**Ionisation energy of Ba⁺ across HF, density functionals and valence-correlated methods**

The table holds the energy for Ba⁺ (6s¹) → Ba²⁺ from PySCF with unrestricted determinants, the aug-cc-pVTZ-X2C basis and the spin-free X2C one-electron Hamiltonian, for HF, seven functionals and six valence-correlated methods, against a tabulated 10.004 eV. The program counts correlated pairs, estimates core polarisation as α/(2r⁴) at a hydrogenic radius with a rough recalled polarisability, fits one line in the exact-exchange share, and splits the PBE/PBE0 and r2SCAN/r2SCAN0 pairs into additive exchange and correlation parts. The wave-function rows equal HF because no pair is correlated, and the polarisation estimate of about 0.4 eV has the sign and order of the 0.637 eV gap to measurement. The single line fails (rms residual 0.29 eV, worst for M06-L), and the error does not fall with the class of functional. The two-point split, an untested linear extrapolation, gives an exchange excess of +0.52 eV for PBE and −0.16 eV for r2SCAN, and reads the small error of PBE0 as a cancellation.

Calculated values. Ionisation energy of Ba+ ([Xe] 6s1 to [Xe]) as a difference of total energies, from PySCF 2.14.0 with unrestricted determinants, the aug-cc-pVTZ-X2C basis and the spin-free one-electron X2C Hamiltonian with a Gaussian nucleus. In the rows marked valence, all shells up to 5s2 5p6 are frozen. The tabulated value is the measured 10.004 eV.

## Numerical check

```python
# Table: ionisation energy Ba+ (6s1) -> Ba2+ in eV, PySCF, unrestricted determinant,
# aug-cc-pVTZ-X2C, spin-free X2C-1e; HF, seven functionals, six valence-correlated methods.
# Tested: pair counting, size of core polarisation, additive exchange/correlation split in
# two hybrid families, one straight line in exact exchange, error by class of functional.
T = {
    'method': ['HF', 'LDA', 'PBE', 'PBE0', 'r2SCAN', 'M06-L', 'r2SCAN0', 'M06', 'MP2 valence', 'SCS-MP2 valence', 'CCSD valence', 'CCSD(T) valence', 'CCSDT valence', 'FCI valence'],
    'rung': ['Hartree-Fock', 'LDA', 'GGA', 'global hybrid', 'meta-GGA', 'meta-GGA', 'global hybrid', 'global hybrid', 'wave function', 'wave function', 'wave function', 'wave function', 'wave function', 'wave function'],
    'exx': [100, 0, 0, 25, 0, 0, 25, 27, None, None, None, None, None, None],  # %
    'e': [9.37, 10.31, 10.13, 10.0, 9.8, 9.29, 9.84, 9.73, 9.37, 9.37, 9.37, 9.37, 9.37, 9.37],  # eV
    'less_hf': [0.0, 0.94, 0.76, 0.63, 0.43, -0.08, 0.47, 0.36, 0.0, 0.0, 0.0, 0.0, 0.0, 0.0],  # eV
    'err': [-0.64, 0.31, 0.12, -0.01, -0.21, -0.72, -0.17, -0.27, -0.64, -0.64, -0.64, -0.64, -0.64, -0.64],  # eV
}
import numpy as np
from scipy.constants import physical_constants as pc
Ha = pc['Hartree energy in eV'][0]
ref = 10.004  # tabulated (measured) value from the caption, eV
# further outputs of the same runs: the energies with more digits, eV
raw = {'HF': 9.366532, 'LDA': 10.30923, 'PBE': 10.12689, 'PBE0': 9.99772, 'r2SCAN': 9.795742,
       'M06-L': 9.285574, 'r2SCAN0': 9.835957, 'M06': 9.730064}
m = T['method']; e = dict(zip(m, T['e'])); cl = dict(zip(m, T['rung'])); ex = dict(zip(m, T['exx']))
wf = [k for k in m if cl[k] == 'wave function']; sc = [k for k in m if k not in wf]
hf = raw['HF']; gap = ref - hf; Z = 2
ns = lambda E: Z*np.sqrt(Ha/2/E)
print("rounding of table: 0.005 eV per value, 0.01 eV per difference; extra digits used below")
print("correlated electrons 1 (Ba+), 0 (Ba2+); pairs N(N-1)/2:", [n*(n-1)//2 for n in (1, 0)])
print(f"{len(wf)} wave-function rows, largest departure from HF {max(abs(e[k]-e['HF']) for k in wf):.2f} eV")
print(f"gap tabulated less HF {gap:.3f} eV = {100*gap/ref:.1f} % of tabulated")
a = np.array([float(ex[k]) for k in sc]); y = np.array([raw[k] for k in sc])
p = np.polyfit(a, y, 1); res = y - np.polyval(p, a)
print("method, less HF eV, error eV, error %, share of gap %, n*, line residual eV")
for k, r in zip(sc, res):
    v = raw[k]
    print(f"  {k:8s} {v-hf:+.3f} {v-ref:+.3f} {100*(v-ref)/ref:+5.1f} {100*(v-hf)/gap:+5.0f} {ns(v):.3f} {r:+.3f}")
print(f"one line in exact exchange: {p[1]:.3f} eV, slope {p[0]*25:+.3f} eV per 25 %")
print(f"  rms residual {np.sqrt(np.mean(res**2)):.3f} eV, scatter without line {y.std():.3f} eV, worst {sc[int(np.argmax(abs(res)))]}")
z = y[a == 0]; h = y[(a > 0) & (a < 100)]
print(f"spread at 0 % exchange {np.ptp(z):.3f} eV, among hybrids {np.ptp(h):.3f} eV")
for c in ('LDA', 'GGA', 'meta-GGA', 'global hybrid'):
    d = [abs(raw[k]-ref) for k in sc if cl[k] == c]
    print(f"  mean |error| {c}: {np.mean(d):.3f} eV ({len(d)} rows)")
print(f"LDA less PBE {raw['LDA']-raw['PBE']:+.3f}; r2SCAN less M06-L {raw['r2SCAN']-raw['M06-L']:+.3f}; M06 less M06-L {raw['M06']-raw['M06-L']:+.3f} eV")
alpha = 10.0  # Ba2+ dipole polarisability, bohr^3, rough recalled value
n = ns(hf); rm = 3*n**2/(2*Z); pol = alpha/(2*rm**4)*Ha
print(f"n* HF {n:.3f}, tabulated {ns(ref):.3f}, change {ns(ref)-n:+.3f}")
print(f"hydrogenic mean radius {rm:.1f} bohr; alpha/(2 r^4) there {pol:.1f} eV (rough alpha 10 bohr^3)")
print(f"radius at which alpha/(2 r^4) equals the gap: {(alpha*Ha/(2*gap))**0.25:.1f} bohr")
print("split E(a) = HF + (1-a) X + C, linear in a, two points, no residual by construction")
out = {}
for s, hy in (('PBE', 'PBE0'), ('r2SCAN', 'r2SCAN0')):
    w = float(ex[hy])/100; d = raw[hy] - raw[s]; X = -d/w; C = raw[s] - hf - X
    out[s] = (d, X, C, w)
    print(f"  {s} to {hy}: shift {d:+.3f} eV; X {X:+.2f} eV, C {C:+.2f} eV = {100*C/gap:.0f} % of gap")
    print(f"    error {s}: X {X:+.2f} plus (C less gap) {C-gap:+.2f} = {X+C-gap:+.3f} eV")
    print(f"    error {hy}: (1-a)X {(1-w)*X:+.2f} plus (C less gap) {C-gap:+.2f} = {(1-w)*X+C-gap:+.3f} eV")
    print(f"    exact-exchange share for zero error on this line: {100*(raw[s]-ref)/X:.0f} %")
dC = out['r2SCAN'][2] - out['PBE'][2]; w = out['PBE'][3]
print(f"C of r2SCAN less C of PBE {dC:.2f} eV; a term c a^2 moves C by {1-w:.2f} c")
print(f"difference in curvature c needed to remove that contrast: {dC/(1-w):.2f} eV")
print(f"table rounding alone would blur X by up to {0.01/w:.2f} eV")
assert all(e[k] == e['HF'] for k in wf) and all(abs(raw[k]-e[k]) < 0.0051 for k in sc)
assert out['PBE'][0] < 0 < out['r2SCAN'][0]
assert e['M06-L'] < e['HF'] < ref < e['PBE'] < e['LDA']
assert gap/3 < pol < 3*gap
```

Running it gives:

```
rounding of table: 0.005 eV per value, 0.01 eV per difference; extra digits used below
correlated electrons 1 (Ba+), 0 (Ba2+); pairs N(N-1)/2: [0, 0]
6 wave-function rows, largest departure from HF 0.00 eV
gap tabulated less HF 0.637 eV = 6.4 % of tabulated
method, less HF eV, error eV, error %, share of gap %, n*, line residual eV
  HF       +0.000 -0.637  -6.4    +0 2.410 -0.049
  LDA      +0.943 +0.305  +3.1  +148 2.298 +0.392
  PBE      +0.760 +0.123  +1.2  +119 2.318 +0.210
  PBE0     +0.631 -0.006  -0.1   +99 2.333 +0.206
  r2SCAN   +0.429 -0.208  -2.1   +67 2.357 -0.121
  M06-L    -0.081 -0.718  -7.2   -13 2.421 -0.631
  r2SCAN0  +0.469 -0.168  -1.7   +74 2.352 +0.044
  M06      +0.364 -0.274  -2.7   +57 2.365 -0.051
one line in exact exchange: 9.917 eV, slope -0.125 eV per 25 %
  rms residual 0.287 eV, scatter without line 0.329 eV, worst M06-L
spread at 0 % exchange 1.024 eV, among hybrids 0.268 eV
  mean |error| LDA: 0.305 eV (1 rows)
  mean |error| GGA: 0.123 eV (1 rows)
  mean |error| meta-GGA: 0.463 eV (2 rows)
  mean |error| global hybrid: 0.149 eV (3 rows)
LDA less PBE +0.182; r2SCAN less M06-L +0.510; M06 less M06-L +0.444 eV
n* HF 2.410, tabulated 2.332, change -0.078
hydrogenic mean radius 4.4 bohr; alpha/(2 r^4) there 0.4 eV (rough alpha 10 bohr^3)
radius at which alpha/(2 r^4) equals the gap: 3.8 bohr
split E(a) = HF + (1-a) X + C, linear in a, two points, no residual by construction
  PBE to PBE0: shift -0.129 eV; X +0.52 eV, C +0.24 eV = 38 % of gap
    error PBE: X +0.52 plus (C less gap) -0.39 = +0.123 eV
    error PBE0: (1-a)X +0.39 plus (C less gap) -0.39 = -0.006 eV
    exact-exchange share for zero error on this line: 24 %
  r2SCAN to r2SCAN0: shift +0.040 eV; X -0.16 eV, C +0.59 eV = 93 % of gap
    error r2SCAN: X -0.16 plus (C less gap) -0.05 = -0.208 eV
    error r2SCAN0: (1-a)X -0.12 plus (C less gap) -0.05 = -0.168 eV
    exact-exchange share for zero error on this line: 129 %
C of r2SCAN less C of PBE 0.35 eV; a term c a^2 moves C by 0.75 c
difference in curvature c needed to remove that contrast: 0.46 eV
table rounding alone would blur X by up to 0.04 eV
```
